Q: I have a cell of In₂Sb and want the cheapest plane-wave calculation that still means something. What do I lose if I lower the wave cutoff all the way to 150 eV?

A: The settings above it already give a sense of scale. Between 350 and 200 eV the energy error grows from a few meV per atom to nearly 9 eV per atom, more than three orders of magnitude. In the table, "energy less reference" and "pressure less reference" are errors relative to the same cell, with the same atomic positions, at 850 eV. The 150 eV results are left open so that we can try to work them out.

Ansatz 0.2.0, PBEsol with PAW datasets made for PBE, no spin polarization: one fixed hexagonal cell of In₂Sb (6 atoms, 28.08 Å³/atom), 12×12×6 k mesh, Gaussian smearing of 0.1 eV. The reference is the same cell at a wave cutoff of 850 eV. Energies are extrapolated to zero smearing; pressures are positive in compression and corrected for the finite cutoff.

```
wave cutoff  energy less reference (meV per atom)  pressure less reference (GPa)  pressure (GPa)
     150 eV                                     ?                              ?               ?
     200 eV                                8677.8                          3.554           0.996
     250 eV                                 989.2                          0.075          -2.483
     300 eV                                  74.1                          0.019          -2.539
     350 eV                                   3.9                          0.007          -2.551
     380 eV                                   2.0                          0.007          -2.551
     420 eV                                   1.4                          0.002          -2.556
     460 eV                                   0.6                          0.000          -2.558
     520 eV                                   0.3                          0.000          -2.558
     600 eV                                   0.1                          0.000          -2.558
     700 eV                                   0.0                          0.000          -2.558
```

Q: Why should the energy depend so violently on a numerical setting?

A: The cutoff is the kinetic energy of the shortest wave allowed in building the orbitals. A free electron of 150 eV has a wavelength of about 1.0 Å, and one of 350 eV about 0.66 Å. An orbital with structure on a finer scale than the waves can follow is forced to spread out. By the variational principle, this restriction raises the energy.

The most compact orbitals therefore set the cutoff that a material needs. Here the likely candidates are the 4d shells of indium and antimony, which sit much closer to the nucleus than the bonding electrons. Both are treated explicitly: the calculation has 82 electrons in the cell, 13 for each In and 15 for each Sb, and ten of those on every atom fill a 4d shell. Spread over these ten, the error at 200 eV is a little under 0.9 eV per d electron, a plausible size for a poorly described inner shell. The total energy does not tell how the error divides between the two elements.

Q: Can the way the error falls be understood as well?

A: Start with an orbital shaped like a Gaussian. Its short-wave content is also a Gaussian in the wave number, and the cutoff energy is proportional to the wave number squared. The part cut off then shrinks roughly exponentially with the cutoff energy, so each step of 50 eV should reduce the error by about the same factor.

The table shows something steeper. The factor is about 9 from 200 to 250 eV, 13 on the next step and 19 on the one after that. A slight growth of the factor is expected for any d shell, because its short-wave content is a Gaussian multiplied by a power of the wave number. The rest would fit the smoothed orbitals of the PAW method, which are often built to have little short-wave content beyond a chosen limit. Near that limit their tail can fall faster than a Gaussian.

Q: So what do you expect at 150 eV?

A: The simplest curve with a growing factor makes the logarithm of the error fall with the square of the cutoff. I fitted it by least squares to the rows at 200, 250 and 300 eV. With the error in meV per atom and the cutoff E in eV, it reads

ln(error) = 12.87 − 0.952 × (E/100)².

For 150 eV the square is 2.25, so the logarithm is 12.87 − 2.14, or about 10.7. With unrounded constants the error comes to about 45,000 meV per atom, and I give it a range of 30,000 to 60,000. If the last known factor simply repeated itself, the error would be about 76,000.

Q: How far do you trust a curve through three points?

A: Not very far. It has two constants, and I chose its form after seeing how the factors change, so a close fit proves little. The range is my judgement, not a statistical interval. I also considered that, at so low a cutoff, the electrons might rearrange into smoother orbitals and keep the error below the curve.

Q: Why not use the rows above 300 eV too?

A: Because a second, slower contribution shows up there. At 350 eV the curve still does fairly well, with 3.3 meV per atom against the computed 3.9, but at 380 eV it predicts only 0.4 while the calculation gives 2.0. Some small part of the energy converges slowly, and the table does not identify it. One candidate is the grid for the electron density: its own cutoff was kept at four times the wave cutoff, so it changed in every row as well. Including the rows from 380 eV upwards would bend the curve for a reason that need not matter for the large errors at low cutoff.

Q: My real interest is the pressure, since it tells me whether the cell wants to shrink or grow. Does it go wrong in the same way?

A: It follows a different rule. Pressure measures how the energy changes with volume, so an error that is the same at every volume drops out. A badly described inner shell makes an error of largely this kind, because the shell hardly notices how far away the neighbours are.

There is also a technical reason for the small numbers in the pressure column. When a cell is stretched with a fixed set of waves, the waves stretch too and the effective cutoff drops, which produces a false stress. The pressures here have been corrected for it. Their small errors therefore do not show that an uncorrected stress would settle equally early.

Q: Then the pressure at 150 eV might still be usable?

A: The known rows made me doubt it. The pressure error is only 0.075 GPa at 250 eV but 3.6 GPa at 200 eV, a much sharper rise than that of the energy error. It even reverses the sign: the converged cell is under tension and would tend to contract, whereas at 200 eV it appears to be compressed.

For 150 eV I considered two cases. If the ratio of pressure error to energy error stays as it is at 200 eV, the pressure error is about 19 GPa. If that ratio grows again as it did on the previous step, it is about 100 GPa. My forecast is their geometric mean, a positive error of about 43 GPa with a range of 10 to 120, and it is much less certain than the energy forecast because only two rows carry it.

Q: Let us see the calculation.

The withheld rows as computed:

```
wave cutoff  energy less reference (meV per atom)  pressure less reference (GPa)  pressure (GPa)
     150 eV                               62568.0                          2.341          -0.217
```

Q: The energy error is larger than you said.

A: Yes. It is about 62,600 meV per atom, 1.4 times my forecast and just outside the range. The direction of the trend was right: the factor between neighbouring settings shrinks once more, from about 9 to about 7. My curve demanded a drop to about 5, which was too strong.

The result lies between the two simple pictures, the squared-cutoff curve and the constant factor. One reading is that the special steepness of smoothed orbitals belongs to the region near their design limit, and that further below it they behave more like ordinary Gaussians. That fits the sequence of factors, but testing it would take the orbitals themselves. Any rearrangement of the electrons was too weak to hold the error below my curve.

Q: And the pressure?

A: That forecast failed outright. The error is positive, as I said, but it is only 2.3 GPa, far below my range and smaller than at 200 eV. Both of my cases assumed that the pressure error would grow at least in proportion to the energy error. In fact the ratio goes from 0.08 GPa per eV at 250 eV to 0.41 at 200 eV, and then down to 0.04 at 150 eV.

Q: What went wrong in the reasoning?

A: I treated the pressure error as a fixed or growing share of the energy error, although the two measure different things. The energy error is the height of a curve plotted against volume, and the pressure error is its slope with the sign reversed. A curve can be lifted by tens of eV and have hardly any extra slope. The argument about the inner shell already pointed that way, and I gave more weight to the jump between two rows.

The small value at 150 eV is also partly luck. The pressure is the average of the stress along three axes, and the runs give these separately. From 200 to 150 eV the error within the hexagonal plane grows from about 6 to about 9 GPa, and the error along the c axis goes from about −1 to about −10 GPa. The opposite signs partly cancel in the average, so the pressure error shrinks while the stress gets worse along every axis.

What spoils the stress in the first place remains open, but the correction for the false stress is a good suspect. Judging by how steeply the energy error falls with the cutoff, the correction should exceed a hundred GPa at 200 eV, so an inaccuracy of a few per cent would be enough. Energies at several volumes and the same cutoff, together with the uncorrected pressures, would test this. The density grid, which gets coarser along with the wave cutoff, is another suspect, and a finer grid at an unchanged wave cutoff would show its share.

Q: So is 150 eV better than 200 eV for my purpose?

A: No. The pressure at 150 eV has regained the correct sign, but it is −0.2 GPa where the converged value is −2.6 GPa, so most of the tension is still missing. Meanwhile the stress along each axis is further off than at 200 eV, and the energy error has become seven times larger. A pressure that moves closer to the right answer while the energy moves further away is no sign of a better calculation.

Q: Which cutoff would you choose, then?

A: It depends on the quantity. From 250 eV upwards the corrected pressure of this cell is within 0.1 GPa of the reference. At 250 eV this again owes something to errors of opposite sign, since the stress within the hexagonal plane is off by nearly 0.2 GPa. The total energy there is still wrong by about 1 eV per atom. Much of that should cancel when two cells with the same atoms are compared at the same cutoff, but how much has to be tested. The energy error drops to 4 meV per atom at 350 eV and first falls below 1 meV per atom at 460 eV. The program itself flags every setting up to 380 eV as below its recommended cutoff. Each quantity needs its own convergence test, over enough settings to show that it has stopped moving.

Such a test covers the cutoff only. These PBEsol runs used PAW datasets made for PBE, which can shift the absolute pressure, and the k mesh was not varied. Before you rely on the converged −2.6 GPa to say that the cell wants to shrink, check those two as well.
